Cubic Dresselhaus term of the Γ6 conduction band in zinc-blende crystals

1. Statement

Near k = 0 the Γ6 conduction doublet of a zinc-blende crystal (point group Td) has the effective Hamiltonian

H(k) = ħ²k²/2m* + γ σ·κ(k) + higher orders, (1)

κ = ( kx(ky² − kz²), ky(kz² − kx²), kz(kx² − ky²) ). (2)

The term γ σ·κ is the lowest spin-dependent invariant and the only one of third order (Dresselhaus, 1955). It splits the doublet by

ΔE(k) = 2|γ| √[ k²(kx²ky² + ky²kz² + kz²kx²) − 9 kx²ky²kz² ]. (3)

ΔE vanishes along ⟨100⟩ and ⟨111⟩ and in no other direction, and it is largest along ⟨110⟩, where ΔE = |γ|k³. The zeros persist to all orders in k. Symmetry does not fix the real constant γ.

Conventions. x, y, z are the cubic axes, σ are the Pauli matrices (eigenvalues ±1), k is in Å⁻¹ and γ in eV Å³. Representations carry Koster labels: Γ1 = A1, Γ2 = A2, Γ3 = E, Γ4 = T1, Γ5 = T2, and Γ6 is the spinor representation of an s orbital times spin 1/2.

2. Premises

(a) Electrons obey a one-particle Hamiltonian with spin-orbit coupling and the symmetry of the symmorphic space group 216. With the origin on an atom, the 24 operations g of Td are symmetries without fractional translations.
(b) Time reversal holds, and there is no magnetic field, strain or confinement.
(c) The doublet at Γ is separated by finite gaps from all other levels, so that Löwdin partitioning gives a 2×2 matrix H(k) that is a power series in k.

3. Invariance conditions

The periodic parts of the Bloch functions are eigenstates of H_k = (p + ħk)²/2m0 + U(r) + (ħ/4m0²c²)(σ×∇U)·(p + ħk). Let O_g act on position and spin. U is invariant, and p and σ×∇U are polar vectors, so O_g H_k O_g⁻¹ = H_gk. The transformation that decouples the doublet is built from H_0, from H_k − H_0 and from the projector on the doublet. The first and last commute with O_g, so the 2×2 block inherits the covariance:

H(gk) = D(g) H(k) D(g)⁻¹. (4)

D(g) is the Γ6 matrix. Write g = det(g) R with R a proper rotation by θ about n. Inversion does not act on spin and the s orbital is invariant, so D(g) = ± exp(−iθ n·σ/2). The true Γ6 states contain small admixtures of other orbitals, but by definition of the representation a basis exists with these same matrices, and σ is then a pseudospin. The two signs belong to the two double-group elements over g and cancel in (4).

Every Hermitian 2×2 matrix is H = h0 + h·σ with real h0 and h. Since D σa D⁻¹ = Σb σb Rba, condition (4) becomes

h0(gk) = h0(k), h(gk) = det(g) g h(k). (5)

The field h must be an axial vector built from the polar vector k.

Time reversal takes k to −k and commutes with every O_g. Its matrix T in the doublet therefore satisfies T D* T⁻¹ = D. The matrix σy does so for every spin rotation, and by Schur's lemma T equals σy up to a phase. Hence H(−k) = σy H(k)* σy, and σy σ* σy = −σ gives

h0(−k) = h0(k), h(−k) = −h(k). (6)

4. Counting invariants

The characters on the classes (E, 8C3, 3C2, 6S4, 6σd) are
Γ1: 1, 1, 1, 1, 1
Γ2: 1, 1, 1, −1, −1
Γ3: 2, −1, 2, 0, 0
Γ4: 3, 0, −1, 1, −1
Γ5: 3, 0, −1, −1, 1

The traces of the 3×3 matrices g are those of Γ5, so k belongs to Γ5. Multiplying by det(g) reverses the last two classes, so an axial vector belongs to Γ4. The squared spinor traces 4cos²(θ/2) are 4, 1, 0, 2, 0, because R is C4 for S4 and C2 for σd. This is the character of Γ1 + Γ4, carried by the unit matrix and by σ.

By (5) the number of independent spin terms of degree n is the multiplicity of Γ4 among homogeneous polynomials of degree n in k. Their character χn(g) is the coefficient of tⁿ in 1/det(1 − tg). The determinants of the five classes are (1−t)³, 1−t³, (1−t)(1+t)², (1+t)(1+t²) and (1−t)²(1+t), which give
n = 1: 3, 0, −1, −1, 1
n = 2: 6, 0, 2, 0, 2
n = 3: 10, 1, −2, 0, 2

The multiplicity is (1/24) Σ over classes of (class size) × χn × χ(Γ4):
n = 1: (9 + 0 + 3 − 6 − 6)/24 = 0
n = 2: (18 + 0 − 6 + 0 − 12)/24 = 0
n = 3: (30 + 0 + 6 + 0 − 12)/24 = 1
A constant h is excluded because Γ4 is not Γ1. The first spin term is thus cubic and unique, and being odd it satisfies (6). The same class sum taken before expanding in t (Molien series) is (t³ + t⁴ + t⁵)/[(1−t²)(1−t³)(1−t⁴)]. It shows 1 term at degree 4, which only time reversal removes, and 2 terms at degree 5.

For h0, the cubic polynomials reduce to Γ1 + Γ4 + 2Γ5. The Γ1 member kx ky kz is invariant under Td but odd, so (6) forbids it. Degree 2 reduces to Γ1 + Γ3 + Γ5 with the single scalar k², so h0 = ħ²k²/2m* up to quartic terms.

5. Construction

Td is generated by the twofold rotations about the cubic axes, the rotation C3 about [111] and one mirror σd. Take a monomial kx^a ky^b kz^c of odd degree in hx.

Step 1. C2 about x reverses ky and kz and, by (5), leaves hx unchanged, so b + c is even. Odd total degree then makes a odd.
Step 2. C2 about z reverses kx and ky and reverses hx, so a + b is odd. Thus b is even, and c is even with it. Therefore hx = kx F(kx², ky², kz²).
Step 3. The mirror that exchanges y and z has det(g) = −1 and gxx = 1, so hx(kx, kz, ky) = −hx(kx, ky, kz). F is antisymmetric in its last two arguments, vanishes at ky² = kz², and is divisible by ky² − kz².
Step 4. C3 takes (kx, ky, kz) to (kz, kx, ky) and requires hy(kz, kx, ky) = hx(kx, ky, kz). This fixes hy and hz as cyclic images of hx.

To all orders, then,

hx = kx(ky² − kz²) φ(kx²; ky², kz²), (7)

with φ symmetric in its last two arguments, and cyclically. A linear term cannot occur, and at degree 3 φ is a constant γ, which gives (1) and (2). At degree 5, φ is a combination of kx² and ky² + kz², the two terms counted above.

That (2) obeys (5) for all g follows from a second form. The vector q = (ky kz, kz kx, kx ky) changes under each generator exactly as k does, q(gk) = g q(k). Its cross product with k has x component ky·kx ky − kz·kz kx, so

κ = k × q. (8)

A cross product of two polar vectors is axial, (gk) × (gq) = det(g) g (k × q), which is (5).

6. Spectrum

Since (σ·κ)² = |κ|², the energies are h0 ± γ|κ| with pseudospin along ±κ, and ΔE = 2|γ||κ|. Lagrange's identity applied to (8) gives |κ|² = k²q² − (k·q)². With q² = kx²ky² + ky²kz² + kz²kx² and k·q = 3 kx ky kz this is (3). Equation (8) also shows κ·k = 0: at cubic order the spin axis is perpendicular to k. The fifth-order term kx³(ky² − kz²) and cyclic does not share this property.

Zeros. If no component of k vanishes, κ = 0 requires kx² = ky² = kz², a ⟨111⟩ direction. If kz = 0, then κx = kx ky² must vanish, which leaves a ⟨100⟩ direction; the other cases are cyclic. By (7) each component of h is proportional to that of κ, so both zeros are exact. In representation terms, Γ6 remains irreducible on restriction to the double groups C2v and C3v of these lines.

Direction [110]. With kx = ky = k/√2 and kz = 0, κ = (k³/2√2)(1, −1, 0), |κ| = k³/2 and ΔE = |γ|k³. For γ > 0 the upper state has its spin along [1 −1 0].

Maximum. Put u, v, w = kx²/k², ky²/k², kz²/k², with u + v + w = 1 and w the smallest, so w ≤ 1/3. Then f = |κ|²/k⁶ = uv(1 − 9w) + w(1 − w). For w > 1/9 the first term is not positive and f ≤ w(1 − w) ≤ 2/9. For w ≤ 1/9, uv ≤ s² with s = (1 − w)/2 gives f ≤ 2s(1 − 3s)², which rises on 4/9 ≤ s ≤ 1/2 and reaches 1/4 only at w = 0, u = v. So ΔE ≤ |γ|k³, with equality only along ⟨110⟩.

Mirror plane. For k = k(sinθ/√2, sinθ/√2, cosθ) one has u = v = s = sin²θ/2, the bound is an equality, and ΔE = |γ|k³ sinθ |2 − 3sin²θ|. Between [001] and [111] (sin²θ = 2/3) lies a secondary maximum at sin²θ = 2/9, θ = 28.1°, of height (4√2/9)|γ|k³ = 0.63|γ|k³.

Average. Over directions ⟨uv⟩ = 1/15 and ⟨uvw⟩ = 1/105, so ⟨f⟩ = 3/15 − 9/105 = 4/35 and the root-mean-square splitting is 2√(4/35)|γ|k³ = 0.676|γ|k³.

Sign and other bands. A pure rotation by 90° about z is not in Td, and under it σ·κ changes sign. The sign of γ therefore has meaning only together with the orientation, for instance cation at the origin and anion at (a/4)(1, 1, 1). With an inversion centre (5) would give h(−k) = h(k), which with (6) forces h = 0, the Kramers degeneracy of diamond-structure bands. For a Γ7 = Γ2 ⊗ Γ6 doublet D(g) differs only by a sign, so (1) holds there with its own constants.

7. A model for γ and for the next order

An eight-state Kane model shows where γ comes from and sizes the fifth-order terms. The basis is S (Γ1) and X, Y, Z (Γ5), all real, times spin, and the energy zero is the conduction edge. A spin-independent coupling ⟨S|H|Xb⟩ = Vb must be a Γ5 function of k, and the two lowest are k and q. With real orbitals time reversal reads V(−k) = V(k)*, so odd terms are imaginary and even terms real:

V = iP k + B q, P and B real.

B vanishes in a crystal with an inversion centre, where S and X have opposite parity. The valence block is taken flat, Hv = −Eg − Δ/3 + (Δ/3) L·σ, with (La)bc = −i εabc. L·σ has eigenvalue +1 on the Γ8 quartet (energy −Eg) and −2 on the Γ7 doublet (energy −Eg − Δ), with projectors (2 + L·σ)/3 and (1 − L·σ)/3. Hence (E − Hv)⁻¹ = A(E) + D(E) L·σ, where D(E) now denotes a scalar function:

A = (1/3)[2/(E + Eg) + 1/(E + Eg + Δ)], D = (1/3)[1/(E + Eg) − 1/(E + Eg + Δ)].

Eliminating the valence amplitudes is exact and leaves Tk + Σ Vb [(E − Hv)⁻¹]bc Vc*, with Tk = ħ²k²/2m0. The scalar part is A W with W = V·V* = P²k² + B²q²; the cross terms in k·q cancel, as (6) demands. The spin part needs Σ Vb (La)bc Vc* = −i(V × V*)a, and V × V* = iPB k×q − iPB q×k = 2iPB κ. The eigenvalues therefore solve

E = Tk + A(E) W ± 2PB D(E)|κ|, (9)

and at leading order

γ = 2PB D(0) = 2PBΔ / [3Eg(Eg + Δ)], m0/m* = 1 + EP A(0), EP = 2m0P²/ħ². (10)

γ needs both spin-orbit coupling (Δ) and the missing inversion centre (B). Let E0 solve (9) without the last term. Expanding (9) to first order in E − E0 gives (E − E0)(1 − A′W) = ±2PB D(E0)|κ|, so

ΔE / (2|γ||κ|) = [D(E0)/D(0)] / [1 − A′(E0) W]. (11)

To first order in k², with Ek = ħ²k²/2m* and P²k²A(0) = Ek(1 − m*/m0), the right side is 1 − βEk with

β = 1/Eg + 1/(Eg + Δ) + (1 − m*/m0)|A′(0)|/A(0). (12)

The first two terms are −D′(0)/D(0). In this model the correction is isotropic, the k²κ combination of the two fifth-order invariants.

8. Range of validity

The form (7) rests only on premises (a) to (c) and holds inside the radius of convergence of the series. The truncation (1) to (3) needs βEk ≪ 1, where β is a few times 1/Eg. This condition is much stricter than k ≪ 2π/a.

Strain lowers Td and admits spin terms linear in k, which dominate as k → 0. Confinement along [001] replaces kz² by ⟨kz²⟩ and gives the linear term γ⟨kz²⟩(σy ky − σx kx), larger than the remaining cubic part for in-plane k² below ⟨kz²⟩. In a magnetic field the components of k no longer commute, the products in (2) must be symmetrised, and the Zeeman term enters. The result describes the Γ valley only.

Equations (9) to (12) are a model. Spin-dependent parts of the S–X coupling also feed γ; fitting B to γ absorbs them at E = 0 but not in their energy dependence. Valence curvature from remote bands and k-linear valence terms are omitted and are sized below.

9. Illustration: GaSb

Compiled values (Vurgaftman 2001): Eg = 0.812 eV, Δ = 0.76 eV, m* = 0.039 m0, Luttinger γ1 = 13.4, all at 0 K, and a = 6.0959 Å at 300 K. The given input |γ| = 180 eV Å³ is an approximate value chosen as typical for GaSb. Take a degenerate electron gas at low temperature with n = 10¹⁷ cm⁻³ = 10⁻⁷ Å⁻³, all in the Γ valley.

Cubic law. kF³ = 3π²n = 2.961 × 10⁻⁶ Å⁻³ and kF = 0.01436 Å⁻¹, which is 1.4 % of 2π/a = 1.031 Å⁻¹. The spin term shifts the two Fermi sheets in opposite senses and leaves the mean kF unchanged at first order. With ħ²/2m0 = 3.810 eV Å², Tk = 0.786 meV and Ek = 20.1 meV. Along ⟨110⟩, ΔE = 3π²n|γ| = 0.53 meV, or 2.6 % of Ek. The corresponding spin precession period h/ΔE is 7.8 ps, and the root-mean-square splitting over the Fermi sphere is 0.36 meV.

Next order. A(0) = 1.033 eV⁻¹, D(0) = 0.198 eV⁻¹ and |A′(0)| = 1.146 eV⁻². Assigning the whole mass to (10) gives EP = 23.9 eV and P = 9.53 eV Å. The input γ then fixes |B| = 48 eV Å², a fitted number. Equation (12) gives β = 1.87 + 1.07 = 2.93 eV⁻¹ from unrounded terms, so βEk = 5.9 % at kF and the cubic law is off by 10 % at Ek = 34 meV. The full expression (11) along [110] has E0 = 19.8 meV, D(E0)/D(0) = 0.964 and 1/(1 − A′W) = 0.980. Their product 0.945 lowers the splitting to 0.50 meV.

Omitted terms. The coupling to S supplies EP/3Eg of γ1, since the average of V†V over the four Γ8 states is P²k²/3 and γ1 is their mean curvature. Remote bands supply the rest, 13.4 − 9.8 = 3.6, which lowers the valence levels by about 3.6 Tk = 2.8 meV and reduces D by a further 0.5 % or so. A k-linear valence coefficient C enters γ on the scale P²C/Eg², at most about 1.4 eV Å³ for a typical |C| below 0.01 eV Å. Both are small against the terms kept. The L valleys of GaSb typically lie only about 0.06 to 0.09 eV above the Γ edge. They stay empty here, and at Ek = 0.06 eV, where they may begin to fill, βEk is already 0.18.

The model's splitting at n = 10¹⁷ cm⁻³ is thus about 0.5 meV along ⟨110⟩ and zero along ⟨100⟩ and ⟨111⟩. Its magnitude is set by the chosen γ, to which it is proportional. Values typically quoted for GaSb run from about 120 to about 190 eV Å³, which spans 0.36 to 0.56 meV in the cubic law. The input lies near the top of that range, so the model may be high by as much as a factor 1.5, a spread far wider than the fifth-order correction.